A calculation of whether Al2Pt should form from aluminium and platinum compares its energy with those of other phases, so someone must decide which k mesh is dense enough. The numbers below suggest a scale to remember for this metal: errors of tens of meV/atom on the two coarsest meshes, around ten on the next two, and a few at 7x7x7. They also show that a finer mesh can move the energy in either direction.

Ansatz 0.2.0, plane-wave PAW calculations with RPBE-D4 for Al2Pt (Fm-3m, 3-atom cell), single points without spin polarization. The wave cutoff is 260 eV and the Fermi-Dirac smearing width 0.1 eV. Free energies are counted from the run with an 8x8x8 k mesh, and positive pressure means compression.

```
k mesh  energy less reference (meV/atom)  pressure (GPa)
 2x2x2                             35.25          -6.890
 3x3x3                            -52.35          -3.180
 4x4x4                             14.24          -1.750
 5x5x5                              8.13          -2.400
 7x7x7                             -4.25          -2.360
```

The k mesh is the grid of electron wave vectors on which the bands are computed. "Energy less reference" is the free energy counted from the 8x8x8 run, and a positive pressure means compression. Differences from that run are called errors below, although the 8x8x8 mesh has an unknown error of its own, so the signs of the smallest ones are uncertain. The crystal and all other settings are the same in every row, so the differences come from the mesh alone.

### Why the energy jumps up and down

Refining the mesh from 2x2x2 to 3x3x3 lowers the energy by 88 meV/atom, and the next step raises it by 67. The low value at 3x3x3 does not mean that a better or more stable state was found. A larger plane-wave basis gives the electrons more freedom and can only lower the energy of a given state. A new k mesh gives no such freedom; it replaces one approximate average over wave vectors by another, which may lie above or below the exact one.

Standard theory explains why a metal makes this average difficult. Any quantity that repeats in k space can be built from ripples, some broad and some fine. A mesh averages a ripple correctly unless the ripple runs through a whole number of cycles from each mesh point to the next. In that case every point sees the same phase of the ripple, a crest for example, and the mesh mistakes it for a constant.

In an insulator the bands are either full or empty, and the fine ripples die out quickly. In a metal the occupation drops at the Fermi surface, and such an edge contains many fine ripples, whose signs depend on the size and shape of that surface. Each mesh misreads a different set of them, so the error can change sign while its general size shrinks. On the two coarsest meshes the broader ripples of the full bands are expected to be misread as well. This also explains why the sign need not alternate between even and odd meshes: 4x4x4 and 5x5x5 both lie above the reference. The table agrees with this picture but does not isolate the Fermi surface as the cause.

### What happens on the coarsest mesh

The 2x2x2 mesh is small enough to be followed by counting electrons. Its eight points are the zone centre Γ, three X points and four L points, so the L points alone stand for half of the zone. Points of the same kind have the same levels. One filled level therefore holds 0.25 electron per cell at Γ, 0.75 at the X points and 1 at the L points.

The cell has 24 electrons, and they must fit into these portions. If all levels but one are completely full or empty, the remaining one takes what is left, which is a multiple of 0.25 electron. Symmetry allows pairs of levels of equal energy at L, and such a pair holds 2 electrons per cell. Its filling f must then be a whole number of eighths, and the Fermi energy has to sit close to that pair.

The entropy of the partly filled levels tests this idea. For the pair at L, the entropy term in the free energy is the smearing width times the number of electrons that the pair can hold, times −f ln f − (1 − f) ln(1 − f). With f = 3/8 the last factor is 0.66, and 0.1 eV × 2 × 0.66 gives 0.13 eV per cell. To four digits the estimate is 0.1323 eV, and so is the computed term.

No constant was fitted, though the filling was chosen from the allowed eighths. The neighbouring choices, 2/8 and 4/8, give 0.1125 and 0.1386 eV and are clearly off. A filling of 5/8 has the same entropy as 3/8, so the test cannot tell these two apart. A chance combination of several levels is not strictly ruled out, but a single half-zone pair at L is by far the simplest reading.

On this mesh, then, the Fermi energy is fixed by the accident of which level takes the last electrons. It comes out 1.0 eV above that of the 8x8x8 run. On the 8x8x8 mesh the same pair at L would hold only 0.03 electron, and many neighbouring points would share the task of setting the Fermi energy.

### Why 3x3x3 looks worse than 2x2x2

The pinned level also accounts for the most irregular feature of the table, namely that the largest energy error is not on the coarsest mesh, though it does not say why 3x3x3 lies so low. The table lists free energies, from which the entropy term has been subtracted. On 2x2x2 this term is unusually large, because half of the zone sits at a partly filled level. It pulls down an energy that is too high and so hides part of the error.

The usual extrapolation to zero smearing adds back half of the entropy term. The error at 2x2x2 then grows from 35 to 50 meV/atom, while that at 3x3x3 stays close to −49. The half is right for a metal whose entropy fades as the smearing is reduced. The entropy of a pinned level does not fade, because the electron count fixes its filling, so the other half should be added as well.

That second half is 0.1323 eV / 2, shared among three atoms, or 22 meV/atom. It brings the error at 2x2x2 to about 72 meV/atom. Adding the other half at 3x3x3 as well would only bring the error there closer to zero. Without the entropy, the coarsest mesh is therefore the worst one after all. The swings themselves remain, so smearing alters their sizes but does not cause them.

Electron counting does not predict the sign of the energy error. On 2x2x2 the sum of the orbital energies lies 888 meV/atom below that of the reference, although the total energy lies above it. The orbital energies shift with the potential that the electrons create, and their sum counts the repulsion between electrons twice. The total energy corrects for this, and what remains is a small difference between large terms.

### Why the pressure tells a different story

The pressure is furthest from the reference at 2x2x2, where it is off by −4.4 GPa. At 3x3x3, the row with the largest error in free energy, it is off by only −0.7 GPa. The two columns rank the meshes differently because they measure different things. Pressure is minus the slope of the free energy with volume, so its error shows how fast the energy error changes when the crystal expands.

Put in terms of energy, the error at 2x2x2 grows by 4.7 meV/atom for each per cent of added volume. At 3x3x3 the change is only 0.7 meV/atom, on top of an error of −52. Near this volume, the 3x3x3 mesh thus shifts the energy curve down by a nearly constant amount, and a constant has no slope. Runs at one volume cannot show whether this holds further away. A plausible but untested reason for the strong slope at 2x2x2 is that so few levels, each with a large weight, must stand for the response of all the bands. The low cutoff, taken up below, may add to it.

A good pressure is therefore no proof of a good energy. The same caution applies to 5x5x5, whose pressure is slightly closer to the reference than that of 7x7x7, although its energy error is about twice as large. An error that changes sign passes near zero now and then, and one close value does not show convergence.

### Choosing a mesh

For a comparison between phases, the mesh error of Al2Pt cannot be expected to cancel. Another compound has another Fermi surface and another cell, and its error may have the opposite sign. Two or three successive dense meshes that agree within the required accuracy are a safer guide than one small difference. Here 7x7x7 and 8x8x8 still differ by 4 meV/atom, which is enough for a large formation energy but not for ranking phases that lie within a few meV/atom of each other.

The pressures need a further caution. The plane-wave cutoff is below the advised value in all runs, which can shift every pressure by a similar amount. The negative values therefore do not establish that the real crystal would contract. The shift should largely cancel between dense meshes, but not fully on the coarsest. The number of plane waves under a fixed cutoff changes from one k point to the next, and a mesh of only Γ, X and L points is expected here to have fewer of them on average, which raises the energy and lowers the pressure. These runs do not show how much of the 2x2x2 errors comes from this. The printed output after this text lists the errors, the entropy estimate and the alternatives tried.

The analysis program printed:

```
Errors against 8x8x8:
    row  free energy meV/atom  zero smearing meV/atom  orbital sum meV/atom  Fermi energy eV
  2x2x2                 35.25                   49.93                -888.2            1.012
  3x3x3                -52.35                  -49.03                 65.81         -0.08245
  4x4x4                 14.24                   15.99                 286.3          -0.1862
  5x5x5                  8.13                   10.96                 112.4          0.09799
  7x7x7                 -4.25                   -3.77                -56.37         -0.02056
Pressure errors against 8x8x8:
    row  points in full mesh  pressure error GPa  change of energy error per 1 percent volume meV/atom
  2x2x2                    8               -4.38                                                 4.702
  3x3x3                   27             -0.6701                                                0.7194
  4x4x4                   64              0.7599                                               -0.8157
  5x5x5                  125              0.1099                                               -0.1179
  7x7x7                  343              0.1499                                               -0.1609
Energy change from 2x2x2 to 3x3x3 in meV/atom: -87.6
Energy change from 3x3x3 to 4x4x4 in meV/atom: 66.59
Size of energy error at 3x3x3 over that at 2x2x2: 1.485
Size of pressure error at 2x2x2 over that at 3x3x3: 6.536
Electrons per cell held by a twofold L level on 2x2x2: 2
Electrons per cell held by a twofold L level on 4x4x4: 0.25
Electrons per cell held by a twofold L level on 8x8x8: 0.03125
Computed entropy term on 2x2x2 in eV per cell: 0.1323
Estimate for twofold L level at filling 3/8 or 5/8 in eV per cell: 0.1323
Estimate for filling 2/8 or 6/8 in eV per cell: 0.1125
Estimate for filling 4/8 in eV per cell: 0.1386
Largest possible from a single L level in eV per cell: 0.06931
Largest possible from a twofold X level in eV per cell: 0.104
Largest possible from a threefold Gamma level in eV per cell: 0.05199
```
